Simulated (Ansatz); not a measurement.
## A van 't Hoff estimate for CH6OSi ⇌ H2CO + SiH4

Species: CH6OSi `CO[SiH3]`, singlet; H2CO (formaldehyde) `C=O`, singlet; SiH4 (silane) `[SiH4]`, singlet. 

The electronic reaction energy at CCSD(T)/CBS estimate is +191.3 kJ/mol. Shapes: PBE0-D4/def2-TZVP. Programs: Ansatz 0.2.0. Enthalpy and entropy come from rigid-rotor, harmonic-oscillator sums on unscaled PBE0-D4/def2-TZVP wavenumbers, ideal gases at 1 bar. Symmetry numbers: CH6OSi 1, H2CO 2, SiH4 12. R = 8.3145 J/(mol K).

```
T (K)  ΔH (kJ/mol)  ΔS (J/(mol K))
  400       +171.1          +124.9
  600       +170.0          +122.8
  800            ?               ?
```

**Question.** Work out ln K at 400 and 600 K, and from these estimate it at 800 K.

**Answer.** 
1. 400 K: ΔG = +171.1 − 400 × (+124.9)/1000 = +121.1 kJ/mol; ln K = −ΔG/RT = -36.41.
2. 600 K: ΔG = +170.0 − 600 × (+122.8)/1000 = +96.3 kJ/mol; ln K = −ΔG/RT = -19.30.
3. Slope against 1000/T: (-19.30 − (-36.41))/(1.6667 − 2.5000) = -20.53, that is −ΔH/R with ΔH near +171 kJ/mol.
4. 800 K: ln K = -36.41 + (-20.53) × (1.2500 − 2.5000) = -10.75.

The full sums give ΔH = +168.2 kJ/mol, ΔS = +120.3 J/(mol K), ΔG = +72.0 kJ/mol and ln K = -10.82 at 800 K, so the line is off by +0.07 in ln K; without rounding the miss is +0.07, from the change of ΔH with temperature. The reactants are favoured over this whole range. The number of molecules rises, which sets the sign of ΔS, and lower pressure favours the products. An error of 10 kJ/mol in the energy moves ln K by 1.5 at 800 K. Soft modes are treated as harmonic, which can err either way at these temperatures; the lowest are those of CH6OSi (98 cm⁻¹). The CBS estimate extrapolates MP2 from def2-TZVPP and def2-QZVPP and adds CCSD(T) − MP2 in the triple-zeta set, cores frozen.

The strongly positive ΔH reflects the bonds exchanged: a strong, polar Si–O bond and a C–H bond are given up for a Si–H bond and the C=O π bond, and the latter pair doesn't make up the loss. Read backwards, the reaction is the hydrosilylation of formaldehyde, whose driving force is the formation of Si–O. The drop from +191.3 kJ/mol in electronic energy to +171.1 kJ/mol in enthalpy at 400 K comes mainly from zero-point energy, since fragmentation removes vibrational modes and replaces a stiff C–H stretch with a softer Si–H one.

The same loss of modes explains the slight curvature of the van 't Hoff plot. Vibrations of methoxysilane become translations and rotations of the fragments, which hold less heat per mode once the vibrations are thermally excited, so both ΔH and ΔS fall on warming. Entropy therefore narrows the free-energy gap without closing it. These values concern this one equilibrium and say nothing about the barrier or about competing decomposition channels.
